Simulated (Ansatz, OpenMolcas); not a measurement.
Calibrating r2SCAN/def2-SVPD on carbon molecules

The atomisation enthalpy at 298 K in kJ/mol of 6 carbon molecules: x at r2SCAN/def2-SVPD, y from tabulated heats of molecules and atoms (Active Thermochemical Tables). Shapes, held fixed at every level: PBE0-D4/def2-TZVP. Flexible molecules stand in one conformer, not always the lowest. Computed values hold a harmonic thermal term (PBE0-D4/def2-TZVP) and the atoms' spin-orbit lowering. Programs: OpenMolcas 26.06.

```
                      molecule  x (kJ/mol)  y (kJ/mol)
       CH2Br2 (dibromomethane)        1381        1373
  CH2BrCl (bromochloromethane)        1437        1431
CHCl2F (dichlorofluoromethane)        1559        1541
     CClF3 (SMILES FC(F)(F)Cl)        1822           ?
                C3H4 (propyne)        2848        2837
   C2H4F2 (1,2-difluoroethane)        2946        2915
```

Problem. Fit y = c + s·x to the known rows and predict y for CClF3.

Solution. 
1. Means of the 5 rows: x = 2034.20, y = 2019.4.
2. Σ(Δx)² = 2502783, Σ(Δx·Δy) = 2482928, so the slope is 2482928/2502783 = 0.99207.
3. Intercept: 2019.4 − (0.99207) × 2034.20 = 1.3. The largest residual of the fit is 10.
4. CClF3: 1.3 + 0.99207 × 1822 = 1809 kJ/mol.

The tabulated heats give 1787 kJ/mol, so the prediction is off by +22 kJ/mol, more than the largest residual. Uncorrected, r2SCAN/def2-SVPD misses it by +35 kJ/mol, and the other rows by 15 on average. The line removes about 40 % of this miss. Left out in turn, the other rows are missed by 11 kJ/mol on average, hardly better than no correction. The molecules' own spin-orbit binding is left out, so errors for heavy halides read too negative. Relativity is left out for Br.

r2SCAN/def2-SVPD overbinds every molecule here, but the error follows fluorine content rather than total atomisation enthalpy. It is smallest in the fluorine-free molecules, larger in CHCl2F, larger again in 1,2-difluoroethane and largest in CClF3. Propyne and difluoroethane make the point best: their computed enthalpies are similar, yet the fluoride is overbound far more. A line in x cannot separate two such molecules, so it gives CClF3 roughly an average correction and leaves the fluorine-specific part behind.

The likely origin is an imbalance between the open-shell fluorine atom and fluorine in a strongly polar C–F bond, where compact lone pairs make exchange and correlation demanding. An incomplete basis usually weakens computed binding, which suggests that the functional is the main source, though the two contributions are not separated here. The near-unit slope therefore doesn't show uniform accuracy across bond types. A reaction conserving C–F and C–Cl bonds would probably cancel more of the error than this global fit.
